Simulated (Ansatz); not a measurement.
**Abstraction of H: C3H4 + B(SiH2)(SiH3)2 → C3H3 + B(SiH3)3**

Species: C3H4 (propyne) `C#CC`, singlet; B(SiH2)(SiH3)2, doublet; C3H3 (propargyl radical) `[CH]=C=C`, doublet; B(SiH3)3, singlet. A radical takes H: the energy is the difference in strength between the C–H bond broken and the Si–H bond made.

Shapes, held fixed at every level: PBE0-D4/def2-TZVP. Programs: Ansatz 0.2.0. The zero-point and thermal change to 298 K, harmonic and unscaled (PBE0-D4/def2-TZVP), is -15.4 kJ/mol.

| level | kind | ΔH(298 K) (kJ/mol) | CPU time (sum over the molecules) |
| --- | --- | --- | --- |
| HF/def2-SVP | Hartree–Fock | +21.3 | – |
| r2SCAN-D4/def2-TZVPP | meta-GGA | +55.2 | 63 s |
| B3LYP-D4/def2-TZVPP | global hybrid | +56.8 | 62 s |
| BHLYP-D4/def2-TZVPP | global hybrid | +51.9 | 52 s |
| PBE0-D4/def2-TZVPP | global hybrid | +67.5 | 49 s |
| wB97M-V/def2-TZVPP | range-separated hybrid | +67.1 | 2.6 min |
| B2PLYP/def2-TZVPP | double hybrid | +66.5 | 74 s |

B2PLYP/def2-TZVPP gives ΔH(298 K) = +66.5 kJ/mol; the levels span +21.3 to +67.5. The median of the levels is +56.8. No measured value is set beside it here. Spin contamination: C3H3 (⟨S²⟩ up to 0.96). Open shells run unrestricted. Times are processor times on shared x86 and Arm servers, and rough.

Hydrogen transfer from propyne to the silyl-centred radical is endothermic at every level, so the propargylic C–H bond broken is stronger than the Si–H bond made. This is notable because the propargyl radical is itself resonance-stabilised, its unpaired electron shared between the two terminal carbons, which makes this C–H bond weak for a hydrocarbon. An ordinary silane Si–H bond is of similar strength, so the size of the endothermicity suggests extra stabilisation of the silicon radical. The probable source is delocalisation of the unpaired electron into the formally empty p orbital of the neighbouring boron, which the closed-shell product cannot match.

The sign is secure across these levels, the magnitude less so. PBE0, wB97M-V and B2PLYP lie close together, while Hartree–Fock falls far below, probably because missing correlation and an artificially lowered propargyl energy distort the balance. The reverse transfer, from trisilylborane to propargyl, is therefore favoured in enthalpy, but without a transition state nothing follows about the rate in either direction.
